**Field and mass constants of the L2 and M2 levels in 2+ ions**

The field constant of the $2p_{1/2}$ (L2) and $3p_{1/2}$ (M2) levels is positive in the 3d ions and negative in Pt²⁺ and Hg²⁺, because it is the sum of two parts of opposite sign that grow at different rates with nuclear charge. One part comes from the contraction of the s shells after ionisation, the other from the relativistic density of the $p_{1/2}$ electron itself inside the nucleus. In the Dirac-Fock results below, F (L2) is +0.04919 meV/fm² in Zn²⁺ and −5.866 meV/fm² in Hg²⁺. The mass constants are also a balance of opposite terms, and for L2 in the 3d ions the two cancel to within a tenth.

Radial Dirac-Fock and Kohn-Sham solver 3, Dirac-Fock level, 2+ ions of the 3d and 5d series: constants F and K of the L2 and M2 binding energies, with shift = F × change of mean square nuclear radius + K × change of 1/M. They are first order on ground and hole states, with a Fermi nucleus and no relativistic recoil terms.

```
species   Z  electrons   configuration  nuclear rms radius (fm)  F (L2) (meV/fm²)  K, normal (L2) (meV u)  K, specific (L2) (meV u)  F (M2) (meV/fm²)  K, normal (M2) (meV u)  K, specific (M2) (meV u)
   Mn2+  25         23        [Ar] 3d5                    3.706           0.02637                  -375.5                     340.7          0.003032                  -45.89                     34.30
   Fe2+  26         24        [Ar] 3d6                    3.738           0.03014                  -414.6                     387.0          0.003381                  -49.90                     38.72
   Co2+  27         25        [Ar] 3d7                    3.788           0.03429                  -455.6                     438.3          0.003758                  -54.05                     43.69
   Ni2+  28         26        [Ar] 3d8                    3.776           0.03886                  -498.6                     494.9          0.004166                  -58.35                     49.23
   Cu2+  29         27        [Ar] 3d9                    3.882           0.04379                  -543.4                     557.1          0.004594                  -62.80                     55.38
   Zn2+  30         28       [Ar] 3d10                    3.928           0.04919                  -590.3                     625.2          0.005052                  -67.41                     62.18
   Pt2+  78         76   [Xe] 4f14 5d8                    5.427            -3.880                     n/a                       n/a           -0.9608                     n/a                       n/a
   Hg2+  80         78  [Xe] 4f14 5d10                    5.465            -5.866                     n/a                       n/a            -1.478                     n/a                       n/a
```

**Symbols and signs**

A binding energy is the energy of the hole state minus that of the ground state. Its change between two nuclei of one element is written $F\,\delta\langle r^2\rangle + K\,\delta(1/M)$, where $\langle r^2\rangle$ is the mean square nuclear radius and $M$ the nuclear mass in u. A positive $F$ means that a larger nucleus binds the level more strongly. $K$ has a normal part, from the reduced mass of each electron, and a specific part, from the coupling of the momenta of different electrons through the moving nucleus. All rows except Zn²⁺ and Hg²⁺ have an open d shell and are specified by configuration, so their constants describe a level as a whole and are not to be attached to single multiplet lines.

**The two parts of the field constant**

Spreading the nuclear charge over a larger volume weakens the attraction felt by whatever electron density lies inside it. To first order, in atomic units, the total energy of an ion rises by $\tfrac{2\pi}{3}Z\rho(0)\,\delta\langle r^2\rangle$, with $\rho(0)$ the total electron density at the nucleus. Taking the difference between hole state and ground state gives

$$F \simeq \tfrac{2\pi}{3}\,Z\,\left[\rho_{\rm hole}(0)-\rho_{\rm ground}(0)\right].$$

The sign of $F$ therefore tells whether making the hole adds density at the nucleus or removes it.

Theory names two contributions, and they add. The direct part is the density carried off by the ejected electron, and it is negative. The indirect part arises because the ejected electron no longer screens the nucleus, so the remaining s shells contract and put more density at the centre, which is positive. For an s hole the direct part dominates: the same runs give negative $F$ for the K, L1 and M1 levels in every row, for instance −0.642 meV/fm² for L1 in Zn²⁺.

A non-relativistic p orbital vanishes at the nucleus and has no direct part. In Dirac theory the small component of $p_{1/2}$ has s-like angular character and stays finite at the centre, whereas that of $p_{3/2}$ is d-like and vanishes there. The $p_{3/2}$ levels L3 and M3 of the same runs thus gauge the indirect part alone, and the differences L2 − L3 and M2 − M3 gauge the direct part of $p_{1/2}$. The split is approximate, since a $p_{1/2}$ hole sits deeper than a $p_{3/2}$ hole and need not relax the s shells equally.

The numbers bear this division out. $F$ for L3 and M3 is positive in all eight ions, and both differences are negative in all eight. The size of L2 − L3 is 2.6 % of $F$(L3) in Mn²⁺ and 5.8 % in Zn²⁺, but 157 % in Pt²⁺ and 172 % in Hg²⁺. The sign of F (L2) turns where this share passes 100 %, and the M shell repeats the pattern closely. The two series bracket that passage between Zn and Pt without locating it.

**Why the direct part overtakes the indirect one**

Both parts are best measured against the s level of the same shell, because the steep growth common to all field constants then drops out. Removing one electron changes the charge seen by an s orbital by some fraction of a unit, so the relative change of its density is of order $1/Z$. The output shows this: $F$(L3)$/|F$(L1)$|$ falls from 0.103 in Mn²⁺ to 0.038 in Hg²⁺, while its product with $Z$ stays between 2.4 and 3.1 in all rows. The indirect part thus loses ground slowly against the s shift.

The direct part gains ground. The small component is smaller than the large one by a factor of order $Z\alpha$, with $\alpha$ the fine-structure constant, so the $p_{1/2}$ density at the nucleus is of order $(Z\alpha)^2$ times the s density. The ratio of direct to indirect part should then grow roughly as $Z^2\cdot Z = Z^3$. From Zn²⁺ to Hg²⁺ the L2 − L3 difference grows as $Z^{8.60}$ and $F$(L3) as $Z^{5.15}$, so the ratio grows as about $Z^{3.5}$, somewhat faster than the simple count. Within the 3d series it grows faster still, as about $Z^{4.5}$, so the count is only a rough guide there.

**One estimate without parameters**

For one electron around a point nucleus, the Dirac radial functions of $ns_{1/2}$ ($\kappa=-1$) and $np_{1/2}$ ($\kappa=+1$) share the energy $\varepsilon$ (in units of $mc^2$) and the power $r^{\gamma-1}$, so their density ratio at $r\to0$ is finite. With $\gamma=\sqrt{1-(Z\alpha)^2}$, $n_r=n-1$, $\nu^2=n^2-2n_r(1-\gamma)$ and $\varepsilon=(n_r+\gamma)/\nu$, the density summed over both components is

$$\rho_\kappa\propto\frac{(1+\varepsilon)(\nu-\kappa-n_r)^2+(1-\varepsilon)(\nu-\kappa+n_r)^2}{\nu-\kappa},\qquad \frac{\rho_{+1}}{\rho_{-1}}\approx\frac{n^2-1}{4n^2}(Z\alpha)^2 ,$$

the last form being the leading term. The full ratio is to be compared with (L2 − L3)/(L1 − L3), in which the indirect part, as gauged by L3, has been taken out of both levels; for the 2s hole this too is approximate. Nothing is fitted, so every row is a test.

For the L shell of Hg²⁺ the steps are:

- $(Z\alpha)^2=0.3408$, so $\gamma=0.8119$, $\nu=\sqrt{2+2\gamma}=1.9036$ and $\varepsilon=\nu/2=0.9518$.
- $\rho_{+1}\propto[1.9518\times0.0964^2+0.0482\times1.9036^2]/0.9036=0.213$.
- $\rho_{-1}\propto[1.9518\times1.9036^2+0.0482\times3.9036^2]/2.9036=2.69$, giving a ratio of 0.079.
- The runs give $F$(L1) $=-211.9$ and $F$(L3) $=8.135$ meV/fm², hence $(-5.866-8.135)/(-211.9-8.135)=0.0636$.
- Turned into a field constant, the estimate is $8.135-0.0793\times220.0=-9.3$ meV/fm².

The estimate gets the sign and the order of F (L2) right, but it overstates the direct part in every row. The computed ratio is 0.80 of the estimate in both 5d ions and only 0.38 to 0.47 of it in the 3d ions, with slightly lower fractions throughout for the M shell. In Hg²⁺ an excess of a quarter in the direct part becomes an excess of about 60 % in the size of F (L2), because the constant is a difference of two larger terms. In the 3d ions the poorer ratio does little harm, since the direct part is a small correction there.

Theory suggests why the shortfall is largest at low $Z$. The small component at the centre follows the slope of the large p component, whose square scales as the fifth power of the charge that the orbital sees, against the third power for an s density. Screening by the other electrons thus cuts the $p_{1/2}$ density more than the s density, and it matters less as $Z$ grows. The fraction does rise steadily from Mn²⁺ to Zn²⁺ and is higher again in the 5d ions, as this argument requires. Unequal relaxation of the two p holes may add to the shortfall. The d holes of the same runs point that way: neither M4 nor M5 has appreciable density at the nucleus, yet in Zn²⁺ and Hg²⁺ the M4 hole, with the smaller $j$, has the larger positive $F$. How much of the shortfall in the p levels comes from this cannot be separated out here.

**The steep step from Pt to Hg and the kink at Ni**

From Pt²⁺ to Hg²⁺ the size of F (L2) grows by a factor 1.51, and that of F (M2) by about as much, although $Z$ rises by only two units. The separate parts show nothing unusual: $F$(L3) grows by 1.19, like the s levels, and L2 − L3 by 1.31. The large step is the arithmetic of subtracting a slower positive term from a faster negative one of similar size. It needs no special role for the closing of the 5d shell.

The nuclear radius, an input of the calculation, dips at Ni, from 3.788 fm in Co to 3.776 fm, yet $F$ seems to rise smoothly. The response should be weak: near the centre the Dirac density goes as $r^{2\gamma-2}$, so the size shift scales as $R^{2\gamma}$ with nuclear radius $R$ and its derivative $F$ as $R^{2\gamma-2}$. At Ni this exponent is −0.042. A smaller nucleus samples a slightly higher density and should give a slightly larger $|F|$.

The kink is there. Relative to a cubic interpolation through Fe, Co, Cu and Zn, the Ni radius lies 1.57 % low and F (L2) lies 0.07 % high, twice the largest offset that rounding of the printed values could produce. The K, L1 and L3 constants, known to more digits, show the same offset and imply an exponent near −0.047, a little stronger than the point-nucleus value. That L3 shares the kink with the s levels supports reading it as s density, since a $p_{3/2}$ electron hardly enters the nucleus.

**Mass constants of the 3d ions**

The normal constant is the binding energy $B$ in other units. A finite nuclear mass scales binding by $1-m/M$, with $m$ the electron mass, so $K_{\rm normal}=-mB$; the value −375.5 meV u for L2 in Mn²⁺ corresponds to 684 eV. This relation is built into the method, and the smooth growth of the column only reflects the growth of the binding energy.

The specific term is $\frac1M\sum_{i<j}\mathbf p_i\!\cdot\!\mathbf p_j$. For a determinant only the exchange part survives, $-\frac1M|\langle a|\mathbf p|b\rangle|^2$ for each pair of electrons of like spin whose $l$ differ by one. These pairs lower the energy in proportion to $1/M$, and removing an electron from frozen orbitals breaks some of them, so the binding gains a positive $K$ that opposes the normal term. The L2 and M2 columns have this sign in all six ions.

The cancellation is closer for a p hole than for a 1s hole, and counting pairs shows why. The 1s–2p pairs should be the strongest, and a 1s electron has three 2p partners of like spin while a 2p electron has one 1s partner, besides weaker ones in the outer shells. In Mn²⁺ the specific constant of the K level, 1340 meV u, is about four times that of L2, somewhat more than the count of the strongest pairs gives, while its normal constant is nearly ten times as large. The specific term therefore offsets 37 % of the normal one for the K level but 91 % for L2. Nothing in this argument forces the two to be equal, so the near cancellation is a matter of sizes.

Frozen orbitals do not tell the whole story. The specific constants of L1 and M1 are negative, −124 and −30 meV u in Mn²⁺, which broken pairs alone cannot give. With one configuration for each state, only relaxation can supply the rest: the hole lets the other shells contract, their momentum overlaps grow on balance, and the ion gains more pair energy than the s electron took away. The same effect must be present in the p levels, and electron correlation, to which a two-electron momentum operator is sensitive, lies outside Dirac-Fock altogether.

Along the series the specific constant gains on the normal one in every step, for both levels. For L2 it grows as $Z^{3.3}$ against $Z^{2.5}$, and M2 behaves alike, whereas the specific constant of the K level grows only as $Z^{2.4}$. A p electron can pair with 3d electrons and a 1s electron cannot, so the d electrons added along the series supply extra partners. The specific constants of M4 and M5 in Zn²⁺, 33 and 32 meV u, have the positive sign that such pairs give. That they account for the faster growth is a guess, because $Z$ and the d count rise together in these rows.

The L2 sum runs from −34.8 meV u in Mn²⁺ through −3.7 in Ni²⁺ to +13.7 in Cu²⁺, but the place of the sign change is insecure. The omitted relativistic recoil terms are of relative order $(Z\alpha)^2$, which at Ni means some 20 meV u on the normal constant. That scale equals or exceeds the size of the sum in Co²⁺, Ni²⁺ and Cu²⁺ and is close to it in Zn²⁺. The M2 sum stays negative and larger than the corresponding scale in all six ions, though by less than a factor of two in Zn²⁺, and the scale is only an order of magnitude.

**Neighbouring levels and methods**

The rule for a neighbouring level follows from asking whether the ejected electron has density at the nucleus. In these runs every s level has a negative $F$ and every level with $j\ge 3/2$ a positive one, the 3d levels M4 and M5 of Zn²⁺ and Hg²⁺ included, and the same is expected of other inner shells. Among the computed levels only $p_{1/2}$ changes sides, at the nuclear charge where its direct part outgrows the indirect one. A non-relativistic calculation has no small component, so it would merge L2 with L3 and lose the mechanism of the sign change. The row-by-row differences, ratios and powers are in the output that follows.

Numerical output:

```
F in meV/fm^2: ion, L2, L3, L2-L3, |L2-L3|/L3; M2, M3, M2-M3, |M2-M3|/M3
Mn2+   0.02637  0.02707   -0.0007  0.026;  0.003032  0.003133 -0.000101  0.032
Fe2+   0.03014  0.03111 -0.000969  0.031;  0.003381  0.003523 -0.000142  0.040
Co2+   0.03429   0.0356  -0.00131  0.037;  0.003758  0.003953 -0.000195  0.049
Ni2+   0.03886  0.04062  -0.00176  0.043;  0.004166  0.004431 -0.000265  0.060
Cu2+   0.04379  0.04612  -0.00233  0.050;  0.004594  0.004948 -0.000354  0.072
Zn2+   0.04919  0.05223  -0.00304  0.058;  0.005052   0.00552 -0.000468  0.085
Pt2+     -3.88    6.819     -10.7  1.569;   -0.9608      1.86     -2.82  1.517
Hg2+    -5.866    8.135       -14  1.721;    -1.478      2.24     -3.72  1.660
table rounding in Mn L2-L3: 0.7 %, in Mn M2-M3: 0.5 %
ion, (Za)^2; (L2-L3)/(L1-L3), Dirac 2p1/2:2s, quotient; same for M (n=3); L3/|L1|, Z*L3/|L1|
Mn2+  0.0333;  0.0024  0.0064  0.38;  0.0025  0.0075  0.33;  0.103  2.57
Fe2+  0.0360;  0.0028  0.0069  0.40;  0.0029  0.0082  0.35;  0.098  2.54
Co2+  0.0388;  0.0031  0.0074  0.42;  0.0033  0.0088  0.37;  0.093  2.51
Ni2+  0.0417;  0.0035  0.0080  0.44;  0.0037  0.0095  0.39;  0.089  2.48
Cu2+  0.0448;  0.0039  0.0086  0.46;  0.0042  0.0102  0.41;  0.085  2.46
Zn2+  0.0479;  0.0044  0.0092  0.47;  0.0046  0.0109  0.42;  0.081  2.44
Pt2+  0.3240;  0.0593  0.0745  0.80;  0.0681  0.0877  0.78;  0.039  3.06
Hg2+  0.3408;  0.0636  0.0793  0.80;  0.0731  0.0934  0.78;  0.038  3.07
power of Z in |F|, Mn to Zn: K 4.52, L1 4.88, L2 3.42, L3 3.60, L2-L3 8.06, M2 2.80, M3 3.11, M2-M3 8.41
power of Z in |F|, Zn to Hg: K 5.48, L1 5.91, L3 5.15, L2-L3 8.60, M3 6.12, M2-M3 9.16
factor in |F|, Zn to Hg: K 217, L1 330, L2 119, L3 156, L2-L3 4605, M2 293, M3 406, M2-M3 7940
factor in |F|, Pt to Hg: K 1.20, L1 1.22, L2 1.51, L3 1.19, L2-L3 1.31, M2 1.54, M3 1.20, M2-M3 1.32
Ni offset from cubic through Fe, Co, Cu, Zn: radius -1.57 %
same offset in |F|: K +0.074 %, L1 +0.074 %, L3 +0.075 %, L2 +0.072 %, M2 +0.086 %
largest offset from table rounding: L2 0.035 %, M2 0.032 %
offset F / offset radius: K -0.047, L1 -0.047, L3 -0.048; 2*gamma-2 at Ni -0.042
ion; L2: binding eV, K sum meV u, -specific/normal, (Za)^2|normal| meV u; same for M2
Mn2+ ;    684  -34.8  0.907  12.5;   83.7 -11.59  0.747   1.5
Fe2+ ;    756  -27.6  0.933  14.9;   91.0 -11.18  0.776   1.8
Co2+ ;    831  -17.3  0.962  17.7;   98.5 -10.36  0.808   2.1
Ni2+ ;    909   -3.7  0.993  20.8;  106.4  -9.12  0.844   2.4
Cu2+ ;    991   13.7  1.025  24.3;  114.5  -7.42  0.882   2.8
Zn2+ ;   1076   34.9  1.059  28.3;  122.9  -5.23  0.922   3.2
table rounding in the sums: L2 0.1 meV u, M2 0.01 meV u
power of Z, Mn to Zn, normal: K shell 2.13, L2 2.48, M2 2.11
power of Z, Mn to Zn, specific: K shell 2.40, L2 3.33, M2 3.26
-specific/normal for K shell: Mn 0.371, Zn 0.389
specific K (meV u), Mn and Zn: L1 -124, -209; M1 -30, -68
```
